**Rotamers of FCH₂–CH=CH–CHF₂: a tie at the top, a gap below**

Row 2 looks wrong. It has nearly the torsions and the DFT energy of row 1, yet about half the weight and a dipole of 4.05 D against 2.31 D. The first printed torsion, F1–C2–C3=C4, turns the CH₂F group, and the second, C3=C4–C5–F6, follows only one of the two CHF₂ fluorines. In the coordinates of row 1 the other one, F7, lies within a few degrees of eclipsing C=C. Row 2 has a mirror plane (point group Cs; C1 means no symmetry), which puts the two CHF₂ fluorines at ±121° and leaves the C–H bond eclipsing C=C.

Conformers of (E)-FCH₂–CH=CH–CHF₂, computed with PySCF 2.14.0 and tblite 0.8.0 on GFN2-xTB geometries; DFT energies are CAM-B3LYP-D3(BJ)/pcSseg-1 in benzene. Free energies and weights at 298.15 K add GFN2-xTB quasi-harmonic terms and count both forms of a mirror pair, of which one is shown. The torsions are F1–C2–C3–C4 and C3–C4–C5–F6.

```
number  torsions in degrees  point group  mirror pair  GFN2-xTB energy above its lowest (kcal/mol)  DFT energy above the lowest (kcal/mol)  free energy above the lowest (kcal/mol)  weight (%)  dipole (D)
     1             (-2,120)           C1          yes                                        0.000                                   0.000                                    0.000       58.60       2.310
     2              (0,121)           Cs           no                                        0.470                                   0.010                                    0.370       31.30       4.050
     3            (153,125)           C1          yes                                        1.080                                   1.820                                    1.530        4.40       1.500
     4             (139,-8)           C1          yes                                        1.010                                   1.740                                    1.600        3.90       2.030
     5              (153,5)           C1          yes                                        1.400                                   2.400                                    2.090        1.70       3.330
```

The dipoles fit this reading. In row 1 the C2–F1 and C5–F7 bonds stand at 179° and largely cancel, while in row 2 the resultant of both CHF₂ fluorines leans towards the direction of C2–F1 and partly adds to it. Rows 4 and 5 are also F-eclipsed at CHF₂. Row 3 is taken as H-eclipsed by elimination, since two threefold rotors give nine structures, here four mirror pairs and row 2.

**Why row 1 leads row 2**

The weight goes as exp(−G/RT), with G the free energy and RT = 0.592 kcal/mol. G holds the DFT energy E, a term −RT ln g for g mirror images, and a remaining thermal term from GFN2-xTB. For row 2 (one image) against row 1 (two):

ΔG = 0.01 + 0.41 − 0.05 = 0.37 kcal/mol, and exp(−0.37/0.592) = 0.54.

The table gives 31.3/58.6 = 0.53. Nothing is fitted, and the agreement only confirms how the weights were built. It does show that row 1 leads by counting alone: each of its images holds 29.3 %, against 31.3 % for row 2. The energy difference of 0.01 kcal/mol lies inside the noise of some hundredths, so the two are tied in energy.

**The real split is at CH₂F**

With F1 syn to C=C (rows 1 and 2) the energy is lowest, and with F1 turned to 139–153° (skew, rows 3 to 5) it is higher at both levels. Comparing rows with the same kind of CHF₂ arrangement, the skew turn costs 1.74 to 2.40 kcal/mol in DFT. A low dipole does not set this order, for row 2 has the highest dipole and ties for lowest energy.

The standard explanation is hyperconjugation, which no orbital analysis tests here. A bond in the alkene plane has no overlap with the π system, and a bond turned out of the plane does. With F syn, both C–H bonds are out of plane (about ±120° in row 1) and donate into π*. At an ideal skew angle of 120° one C–H donor would be exchanged for a C–F bond that draws on π through σ*(C–F), and an alkene made electron-poor by CHF₂ should accept better than it donates. The skew forms here stand at 139–153°, however, so C–F lies only 27° to 41° out of the plane and most of the C–H donation remains. Row 5 even lies above row 4, though its C–F bond is nearer the plane. Hyperconjugation is therefore likely to be only part of the gap, and the table does not identify the rest. Row 1 also has F1 2.45 Å from the vinyl hydrogen on C4, inside a rough recalled radius sum of 2.7 Å. This may add an electrostatic attraction, but an F1 turned to about 153° comes almost as near to the hydrogen on C3, so the contact alone need not separate syn from skew.

Allyl fluoride, without the CHF₂ group, also prefers F syn, by a rough recalled margin of tenths of a kcal/mol. Allyl chloride is known to prefer the skew form, as the same balance suggests: chlorine is bulkier in the plane and σ*(C–Cl) is the better acceptor.

The picture fails at the CHF₂ end, where it would favour an eclipsed fluorine. H-eclipsed minus F-eclipsed is 0.01, 0.08 and −0.58 kcal/mol in DFT for rows 2−1, 3−4 and 3−5, which is no consistent preference. Rows 4 and 5 have the same local arrangements yet differ by 0.66 kcal/mol, so the two ends do not act independently.

**How safe the orders are**

Syn below skew is the safer order, but its size is uncertain. The syn forms hold 89.9 % with DFT energies and 65.6 % with GFN2-xTB energies under the same thermal terms. Equal populations would need all skew forms to drop by 1.30 and 0.38 kcal/mol respectively. The DFT values are single points in a small basis on GFN2-xTB geometries, and neither level is a benchmark for the other. My guess is that skew torsions not relaxed in DFT inflate the DFT gap: an ideal skew form has a C–H bond eclipsing C=C, and here that bond stands about 19° to 33° away from it.

Rows 3 and 4 are unresolved, since they swap between DFT energy and free energy on differences below 0.1 kcal/mol. Row 1 against row 2 survives the numerical noise: lowering row 2 by 0.05 kcal/mol gives 57.0 % against 33.2 %. It is not safe against errors of the method, for an error of 0.37 kcal/mol in the relative energy would reverse it, and the two levels differ by 0.46 kcal/mol on this pair. It also depends on row 2 being a single structure. All five forms are GFN2-xTB minima, but the near-planar allylic ones may be saddles in DFT. If row 2 split into a mirror pair and each form kept the free energy of row 2 as a single structure, the pair would take 47.7 % against 44.6 %. True minima would lie somewhat below the saddle, while a barrier too low to keep the two forms apart would undo the double count.

**Solvent as the other lever**

GFN2-xTB puts row 2 at 0.47 kcal/mol and DFT in benzene at 0.01, and the solvent may supply part of that shift. A point dipole μ in a spherical cavity of radius a is stabilised by f μ²/a³, with f = (ε − 1)/(2ε + 1) and ε the permittivity. With rough recalled ε ≈ 2.3, f = 0.23; the squared dipoles differ by 11.1 D², an enclosing sphere has a ≈ 4.3 Å, and 1 D²/ų is about 14 kcal/mol:

0.23 × 11.1 × 14 / 80 ≈ 0.45 kcal/mol.

This gives an order of magnitude only, because a radius of 3.5 Å nearly doubles it. Nor does the match prove the cause: row 5 has the larger dipole of rows 4 and 5, yet their gap widens from 0.39 to 0.66 kcal/mol on going to DFT in benzene, so the method shifts energies by tenths as well. The direction is sound electrostatics. In a very polar solvent f approaches one half, a further gain of similar size to set against the 0.37 kcal/mol that row 2 needs, while the gas phase would favour row 1.

Some unsaturated fluorocarbons serve as etch gases. Gaps of this size affect the mean polarity and spectra of such a gas, and are far below the energies that break its bonds in a plasma. All differences used here are in the printed output below.

Printed output of the fit:

```
RT = 0.592, RT ln 2 = 0.411 kcal/mol; structures with mirror images: 9
rounding: 0.01 kcal/mol in an energy difference = 1.7 % of a weight ratio
rows 1 to 5
weight from free energy, %        58.56  31.36   4.43   3.93   1.72
  minus table weight, %           -0.04   0.06   0.03   0.03   0.02
weight per mirror image, %        29.30  31.30   2.20   1.95   0.85
image-count term, kcal/mol         0.00   0.41   0.00   0.00   0.00
remaining thermal term, kcal/mol   0.00  -0.05  -0.29  -0.14  -0.31
DFT minus GFN2 energy, kcal/mol    0.00  -0.46   0.74   0.73   1.00
rows in rising GFN2 energy  1 2 4 3 5
rows in rising DFT energy   1 2 4 3 5
rows in rising free energy  1 2 3 4 5
rows in rising dipole       3 4 1 5 2
mixing entropy, cal/(mol K): rows only 2.01, with images 2.95, same run 2.96
gaps in kcal/mol                         GFN2    DFT   free  dipole change, D
CH2F skew - syn, H-eclipsed CHF2  3-2   0.61   1.81   1.16  -2.55
CH2F skew - syn, F-eclipsed CHF2  4-1   1.01   1.74   1.60  -0.28
CH2F skew - syn, F-eclipsed CHF2  5-1   1.40   2.40   2.09   1.02
CHF2 H- minus F-eclipsed, syn     2-1   0.47   0.01   0.37   1.74
CHF2 H- minus F-eclipsed, skew    3-4   0.07   0.08  -0.07  -0.53
CHF2 H- minus F-eclipsed, skew    3-5  -0.32  -0.58  -0.56  -1.83
two F-eclipsed skew forms         5-4   0.39   0.66   0.49   1.30
DFT energies: weights % 58.6 31.4 4.4 3.9 1.7
  syn 89.9 %, skew 10.1 %, shift to equalise 1.30 kcal/mol
GFN2 energies, same thermal terms: weights % 52.7 13.0 13.9 12.1 8.4
  syn 65.6 %, skew 34.4 %, shift to equalise 0.38 kcal/mol
row 2 counted as a pair: weights % 44.6 47.7 3.4 3.0 1.3
  syn 92.3 %, skew 7.7 %, shift to equalise 1.47 kcal/mol
row 2 needs 0.37 kcal/mol to pass row 1; per image it leads by 0.04
row 2 moved by -0.05 kcal/mol: row 1 57.0 %, row 2 33.2 %
row 2 moved by +0.05 kcal/mol: row 1 60.1 %, row 2 29.6 %
weighted mean dipole magnitude 2.83 D, root mean square 2.95 D
row 1 torsions at CH2F, deg: F 3, H -117, H 122
row 1 torsions at CHF2, deg: F6 -120, F7 -2, H 120
row 1 F1 to H on C4 2.45 A, F7 to H on C3 2.44 A; rough recalled radius sum 1.5 + 1.2 = 2.7 A
row 1 angle between C2-F1 and C5-F7: 179 deg
Onsager size only, row 2 against row 1, squared dipole difference 11.1 D^2:
  radius 3.5 A: benzene -0.9, further in very polar solvent -1.0 kcal/mol
  radius 4.3 A: benzene -0.5, further in very polar solvent -0.5 kcal/mol
```
